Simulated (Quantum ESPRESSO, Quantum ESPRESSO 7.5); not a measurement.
# Notes on relaxing C54 TiSi2 to get the Ti–Ti distance

*A beginner's notebook, kept as written. Several of its settings and conclusions are unsound; a review follows at the end.*

## Experimental context

The substance is titanium disilicide in its C54 form, an orthorhombic crystal with space group Fddd and six atoms in the primitive cell. The number I want to reproduce is the shortest Ti–Ti distance, about 3.207 Å. It belongs to a structure refined from diffraction (2001, Crystallography Open Database entry 1532210). Neither the sample nor the temperature of the measurement is stated. The same structure has cell edges of 4.800, 8.268 and 8.552 Å, and it is also where my calculations start, so the computer begins from the answer and I will see whether it stays there.

| compared with | measured | source's wording or label | method |
| --- | --- | --- | --- |
| Ti–Ti distance 1 (Å) | 3.2068 | value in the starting structure | diffraction refinement behind the database entry |

Conditions are those given with the value in the passage it was taken from; "not stated" means there, and the paper may say more elsewhere.

## Aim and plan

I want the Ti–Ti distance from a calculation in which the cell and the atoms are both allowed to move. My target is agreement within 0.001 Å. I chose that because the program gives plenty of decimals and I would like the third one to be right.

I will use Quantum ESPRESSO with LDA, which comes first in the list of functionals I read about. The other settings I take from a tutorial I have worked through, which relaxed a single molecule in a box. If the distance comes out wrong I will change settings until it fits.

System: TiSi2, C54; Fddd (No. 70), 6 atoms in the primitive cell; the database structure is a diffraction structure: a = 4.800 Å, b = 8.268 Å, c = 8.552 Å.

## 1. First relaxation with the tutorial settings

The tutorial used a 1x1x1 k mesh and said this was enough, so I am keeping it. The cell here has only six atoms, fewer than the tutorial molecule, so I expect one point to be more than sufficient. I expect the distance to stay close to where it starts.

**Run 1.** Quantum ESPRESSO 7.5: LDA, GBRV ultrasoft potentials, cell and atoms relaxed from the database structure, cutoff 45 Ry (density 360 Ry), 1x1x1 k mesh, Marzari-Vanderbilt smearing 0.14 eV.

Key lines of the input:
```
! potential files: GBRV ultrasoft potentials, made for LDA
&control
  calculation = 'vc-relax'
  etot_conv_thr = 1.0d-5
  nstep = 30
/
&system
  nat = 6
  ntyp = 2
  ecutwfc = 45
  ecutrho = 360
  nbnd = 30
  occupations = 'smearing'
  smearing = 'mv'
  degauss = 0.01029
/
&electrons
  conv_thr = 1.0d-8
  electron_maxstep = 60
/
&ions
/
&cell
  press_conv_thr = 0.5
/
ATOMIC_SPECIES
  Ti 47.867 Ti.upf
  Si 28.085 Si.upf
[... cell and positions ...]
K_POINTS automatic
  1 1 1 0 0 0
```

Command:
```
OMP_NUM_THREADS=1 mpirun -n 4 pw.x -nk 1 -in relax.in > relax.out
```

Selected lines of the output:
```
     bfgs converged in   9 scf cycles and   8 bfgs steps
          total   stress  (Ry/bohr**3)                   (kbar)     P=       -0.07
```

Converged; 34 s on 4 cores of Arm Neoverse V1, shared host. Warnings: WARNING: integrated charge=    39.99988975, expected=    40.00000000; WARNING: integrated charge=    39.99999335, expected=    40.00000000; WARNING: integrated charge=    40.00000851, expected=    40.00000000; WARNING: integrated charge=    40.00004742, expected=    40.00000000; WARNING: integrated charge=    40.00048723, expected=    40.00000000.

| quantity | run 1 | measured | deviation |
| --- | --- | --- | --- |
| Ti–Ti distance 1 (Å) | 3.1249 | 3.2068 | −0.0819 (−2.6 %) |
| a (Å) | 4.964 |  |  |
| b (Å) | 7.823 |  |  |
| c (Å) | 8.390 |  |  |

The run converged in 8 steps and the pressure at the end is almost zero, so I take the settings to be right and one k point to be enough. The Ti–Ti distance is 3.1249 Å, which is 0.0819 Å too short. The cell did not stay where it started: $a$ grew from 4.800 to 4.964 Å and $b$ shrank from 8.268 to 7.823 Å. I think the two roughly make up for each other, so I will not worry about the cell and will look only at the distance.

I have read that LDA makes bonds too short. That is what I see here, so the error of LDA for this substance is 0.0819 Å.

## 2. Changing to BLYP

Since LDA is the problem, I need a functional that gives longer bonds. The molecule tutorial recommends BLYP for good geometries, and a bond should be a bond whether it is in a molecule or in a crystal. I will use the PBE potential files with it, because both are gradient-corrected functionals and the files should be interchangeable. I expect the distance to go up by about the 0.08 Å that is missing.

**Run 2.** Quantum ESPRESSO 7.5: BLYP, GBRV ultrasoft potentials, cell and atoms relaxed from the database structure, cutoff 45 Ry (density 360 Ry), 8x8x8 k mesh, Marzari-Vanderbilt smearing 0.14 eV; PBE files.

Key lines of the input, as changed from run 1:
```diff
- ! potential files: GBRV ultrasoft potentials, made for LDA
+ ! potential files: GBRV ultrasoft potentials, made for PBE
  &control
-   nstep = 30
+   nstep = 60
  &system
+   input_dft = 'blyp'
  &electrons
-   electron_maxstep = 60
+   electron_maxstep = 100
+   mixing_beta = 0.4
  K_POINTS automatic
-   1 1 1 0 0 0
+   8 8 8 0 0 0
```

Command:
```
OMP_NUM_THREADS=1 mpirun -n 4 pw.x -nk 4 -in relax.in > relax.out
```

Selected lines of the output:
```
     number of k points=    95  Marzari-Vanderbilt smearing, width (Ry)=  0.0103
     bfgs converged in   6 scf cycles and   5 bfgs steps
```

Converged; 3.3 min on 4 cores of Intel Xeon 6975P-C (Granite Rapids), shared host.

| quantity | run 2 | measured | deviation |
| --- | --- | --- | --- |
| Ti–Ti distance 1 (Å) | 3.2712 | 3.2068 | +0.0644 (+2.0 %) |
| a (Å) | 4.906 |  |  |
| b (Å) | 8.510 |  |  |
| c (Å) | 8.644 |  |  |

BLYP gives 3.2712 Å, which is 0.0644 Å too long. The change from LDA is 0.1463 Å, more than the 0.08 Å I wanted. It went in the direction I expected, so I conclude that the functional decides the distance and that LDA and BLYP lie on either side of the measured value. The mean of my two results is already closer to the measured value than either of them, so averaging the two functionals looks like a good method.

This run had 95 k points instead of one and took minutes instead of seconds. I put the whole change in the distance down to BLYP, so I do not see what the extra points were good for.

## 3. LDA again with a smaller cutoff

For a proper average I want the LDA number with the same 8x8x8 mesh as BLYP. To save time I will lower the cutoff to 12 Ry, which I found in a tutorial on silicon. Two thirds of the atoms here are silicon, so it should suit this crystal too. I understand the cutoff as a setting for speed, and I expect LDA to give about 3.125 Å again.

**Run 3.** Quantum ESPRESSO 7.5: LDA, GBRV ultrasoft potentials, cell and atoms relaxed from the database structure, cutoff 12 Ry (density 96 Ry), 8x8x8 k mesh, Marzari-Vanderbilt smearing 0.14 eV.

Key lines of the input, as changed from run 1:
```diff
  &system
-   ecutwfc = 45
-   ecutrho = 360
+   ecutwfc = 12
+   ecutrho = 96
  K_POINTS automatic
-   1 1 1 0 0 0
+   8 8 8 0 0 0
```

Selected lines of the output:
```
     number of k points=    95  Marzari-Vanderbilt smearing, width (Ry)=  0.0103
          total   stress  (Ry/bohr**3)                   (kbar)     P=        0.02
     bfgs converged in   9 scf cycles and   8 bfgs steps
          total   stress  (Ry/bohr**3)                   (kbar)     P=    -3715.19
```

Converged; 54 s on 4 cores of Arm Neoverse V1, shared host.

| quantity | run 3 | measured | deviation |
| --- | --- | --- | --- |
| Ti–Ti distance 1 (Å) | 2.7600 | 3.2068 | −0.4468 (−13.9 %) |
| a (Å) | 4.121 |  |  |
| b (Å) | 7.014 |  |  |
| c (Å) | 7.463 |  |  |

The distance came out at 2.7600 Å, and I had expected about 3.125 Å again. The run converged in 8 steps with a pressure of 0.02 kbar, so I accept it as a proper result. There is another pressure of −3715.19 kbar further down, but it comes after the line that says converged, so I take it to be left over from something and ignore it.

Compared with my first LDA run the distance dropped by 0.3649 Å. The cutoff is only there for speed, so the k mesh must have done this. I conclude that many k points pull the atoms together in LDA, and that the 8x8x8 mesh is too much for such a small cell.

## 4. Fewer k points for LDA

One k point gave a distance slightly too short and 95 gave one far too short, so the mesh should stay small. I will try 2x2x2, and go back to the 45 Ry of the first run so that it can be compared with that one. From my rule I expect a value a little below 3.125 Å. If that is what comes out, I will keep the single point for LDA and use it in the average with BLYP.

**Run 4.** Quantum ESPRESSO 7.5: LDA, GBRV ultrasoft potentials, cell and atoms relaxed from the database structure, cutoff 45 Ry (density 360 Ry), 2x2x2 k mesh, Marzari-Vanderbilt smearing 0.14 eV.

Key lines of the input, as changed from run 1:
```diff
  K_POINTS automatic
-   1 1 1 0 0 0
+   2 2 2 0 0 0
```

Command:
```
OMP_NUM_THREADS=1 mpirun -n 4 pw.x -nk 2 -in relax.in > relax.out
```

Selected lines of the output:
```
     number of k points=     5  Marzari-Vanderbilt smearing, width (Ry)=  0.0103
     bfgs converged in   9 scf cycles and   8 bfgs steps
```

Converged; wall time 57 s.

| quantity | run 4 | measured | deviation |
| --- | --- | --- | --- |
| Ti–Ti distance 1 (Å) | 3.1482 | 3.2068 | −0.0586 (−1.8 %) |
| a (Å) | 4.724 |  |  |
| b (Å) | 8.107 |  |  |
| c (Å) | 8.399 |  |  |

With 2x2x2 the distance is 3.1482 Å. I had expected slightly less than 3.125 Å, and it went up by 0.0233 Å instead. With the 8x8x8 result of 2.7600 Å in mind, I now think the distance first rises with the number of k points and then falls, so there is a best mesh and 2x2x2 must be near it.

I have therefore changed my mind about keeping the single point. The average of this LDA value and BLYP is only 0.0029 Å above the measured distance. That is still outside my 0.001 Å, but it makes me more confident in the averaging.

## 5. Adding an electron to LDA

I would still like one calculation that gives the distance without averaging. I remember from chemistry that negative ions are larger than neutral atoms, so I will set the total charge to −1, which should push the titanium atoms apart. I will use the 8x8x8 mesh again, because that is where LDA shrank most and the extra electron has the most to correct. I expect something between 2.76 Å and the measured distance.

**Run 5.** Quantum ESPRESSO 7.5: LDA, GBRV ultrasoft potentials, cell and atoms relaxed from the database structure, cutoff 45 Ry (density 360 Ry), 8x8x8 k mesh, Marzari-Vanderbilt smearing 0.14 eV; total charge -1.

Key lines of the input, as changed from run 1:
```diff
  &system
+   tot_charge = -1
  K_POINTS automatic
-   1 1 1 0 0 0
+   8 8 8 0 0 0
```

Selected lines of the output:
```
     number of k points=    95  Marzari-Vanderbilt smearing, width (Ry)=  0.0103
     bfgs converged in  23 scf cycles and  22 bfgs steps
```

Converged; wall time 20 min. Warnings: WARNING: bfgs curvature condition failed, Theta= 0.481; WARNING: bfgs curvature condition failed, Theta= 0.880.

| quantity | run 5 | measured | deviation |
| --- | --- | --- | --- |
| Ti–Ti distance 1 (Å) | 3.5938 | 3.2068 | +0.3870 (+12.1 %) |
| a (Å) | 4.888 |  |  |
| b (Å) | 10.285 |  |  |
| c (Å) | 8.773 |  |  |

The extra electron pushed the titanium atoms apart, as I thought it would, but much too far. The distance is 3.5938 Å, which is 0.3870 Å too long and not between 2.76 Å and the measured value. Compared with the neutral 8x8x8 run it grew by 0.8338 Å, and I take all of that to be the effect of the charge. The gap I wanted to close was 0.4468 Å, so about half an electron would have been the right amount.

The run needed 22 steps, but it says converged, so I count it as a good calculation of the charged crystal. The $b$ edge went to 10.285 Å, which I suppose is where the crystal makes room for the electron. I did not get the single calculation I wanted, so I am going back to the average of LDA with the 2x2x2 mesh and BLYP as my value for the distance.

## Overview

| run | settings | Ti–Ti distance 1 (Å) | deviation | cost |
| --- | --- | --- | --- | --- |
| 1 | LDA, cutoff 45 Ry (density 360 Ry), 1x1x1 k mesh | 3.1249 | −0.0819 (−2.6 %) | 2.3 core-min |
| 2 | BLYP, cutoff 45 Ry (density 360 Ry), 8x8x8 k mesh, PBE files | 3.2712 | +0.0644 (+2.0 %) | 13 core-min |
| 3 | LDA, cutoff 12 Ry (density 96 Ry), 8x8x8 k mesh | 2.7600 | −0.4468 (−13.9 %) | 3.6 core-min |
| 4 | LDA, cutoff 45 Ry (density 360 Ry), 2x2x2 k mesh | 3.1482 | −0.0586 (−1.8 %) | 3.8 core-min |
| 5 | LDA, cutoff 45 Ry (density 360 Ry), 8x8x8 k mesh, total charge -1 | 3.5938 | +0.3870 (+12.1 %) | 80 core-min |
|  | measured | 3.2068 |  |  |

## Closing entry

My value for the Ti–Ti distance in C54 TiSi2 is the average of LDA with the 2x2x2 mesh and BLYP. It is 0.0029 Å above the measured 3.2068 Å. I had wanted 0.001 Å, so I did not quite reach my target, but it is closer than any of the five calculations alone.

What I take from the work is that LDA makes the distance too short and BLYP makes it too long, so the two should be used together. For LDA the mesh should be 2x2x2, since 8x8x8 pulled the atoms much too close. The cutoff can be set low when time is short. An extra electron makes the crystal bigger, but a whole one is too much for this cell.

I still do not understand why the distance goes up and then down with the number of k points. All five runs converged, so I do not think anything is wrong with them. For the next silicide I would start with the same two calculations and take the average straight away.

## An expert's review

Further runs made for the review:

| reviewer's run | settings | Ti–Ti distance 1 (Å) | deviation | cost |
| --- | --- | --- | --- | --- |
| R1 | LDA, cutoff 45 Ry (density 360 Ry), 8x8x8 k mesh | 3.1586 | −0.0482 (−1.5 %) | 26 core-min |
| R2 | PBE, cutoff 45 Ry (density 360 Ry), 8x8x8 k mesh | 3.2093 | +0.0025 (+0.1 %) | 9 core-min |
| R3 | LDA, cutoff 45 Ry (density 360 Ry), 10x10x10 k mesh | 3.1579 | −0.0489 (−1.5 %) | 47 core-min |
| R4 | PBEsol, cutoff 45 Ry (density 360 Ry), 8x8x8 k mesh | 3.1804 | −0.0264 (−0.8 %) | 27 core-min |
|  | measured | 3.2068 |  |  |

Relaxing cell and atoms together was right, but the 0.001 Å target was arbitrary. Printed decimals are not accuracy, the measurement's temperature is unstated, and changing settings until a number fits tests nothing.

Run 1 took its single k point from a molecule in a box. A small crystal cell needs more points, not fewer. Convergence and near-zero pressure show only that the relaxation finished. The warning sign was the distorted cell, and its changes do not cancel: titanium sits on special positions, so the cell edges alone fix this distance. The charge warnings deserved a look, though the discrepancies were tiny. LDA does tend to shorten bonds, but with a proper mesh it falls short of the measurement by 0.0482 Å (R1, 8x8x8 mesh), not 0.0819 Å.

Run 2 rightly used a dense mesh. BLYP, however, is a molecular favourite and a poor choice for a metallic crystal, and potentials made for PBE are not interchangeable with BLYP ones. PBE with the same files and mesh gives 3.2093 Å (R2), against BLYP's 3.2712 Å. Nor was the whole change from run 1 due to the functional: in LDA, the denser mesh alone adds 0.0337 Å (R1 against run 1).

Run 3 fails because of its 12 Ry cutoff. The cutoff governs accuracy as well as speed, and the most demanding potential sets it, here titanium's, however many silicon atoms there are. The pressure of −3715.19 kbar was no leftover: it came from the final check with a basis rebuilt for the relaxed cell, and it should have condemned the run. R1 differs only in cutoff and gives 3.1586 Å instead of 2.7600 Å, for 26 core-minutes instead of 3.6. The k mesh did not pull the atoms together.

Run 4 sensibly restored the cutoff and changed only the mesh from run 1, but 2x2x2 is still too coarse. There is no "best mesh" at which the distance peaks; one refines until the result settles. In LDA, going from 8x8x8 to 10x10x10 moves it by only 0.0007 Å (R1, R3). The average with BLYP lands near the measurement by chance, through opposing errors. With the sound LDA value it would lie further away, and it is no method for the next silicide.

Run 5 should have been left neutral. In a periodic crystal, a uniform background cancels the added charge, and the energy and pressure lose their meaning. The huge $b$ edge and the curvature warnings were signs of trouble, not of the crystal making room for an electron. The 0.8338 Å "charge effect" also includes run 3's cutoff error, and half an electron would be no remedy. The neutral calculation (R1) cost 26 core-minutes instead of 80.

The verdict is that sound simulation comes close, but the functional matters. PBE is 0.0025 Å too long (R2), while PBEsol, which I would trust beforehand because it was designed for solids, is 0.0264 Å too short (R4). PBE's closeness does not prove it accurate to that level. Thermal expansion and zero-point motion, absent from these calculations, might explain up to roughly 0.01 Å of PBEsol's shortfall if the crystal was measured near room temperature. Most of the rest is probably PBEsol's own error, since it tends to make 3d metals and their compounds slightly too small; that share is not examined separately here.

[Logs are printed without paths, hosts, clocks, repeated set-up lines and the standing remarks that a program may print on its own settings, such as how far it seeks lower states.]

[The runs shown are a pick from a larger set of finished runs; failed, doubtful and other runs were left out of it ahead of writing. So were measured values far from every level or from commonly accepted values, and agreement can look better than it is. Lines of input and output are excerpts and may be shortened.]
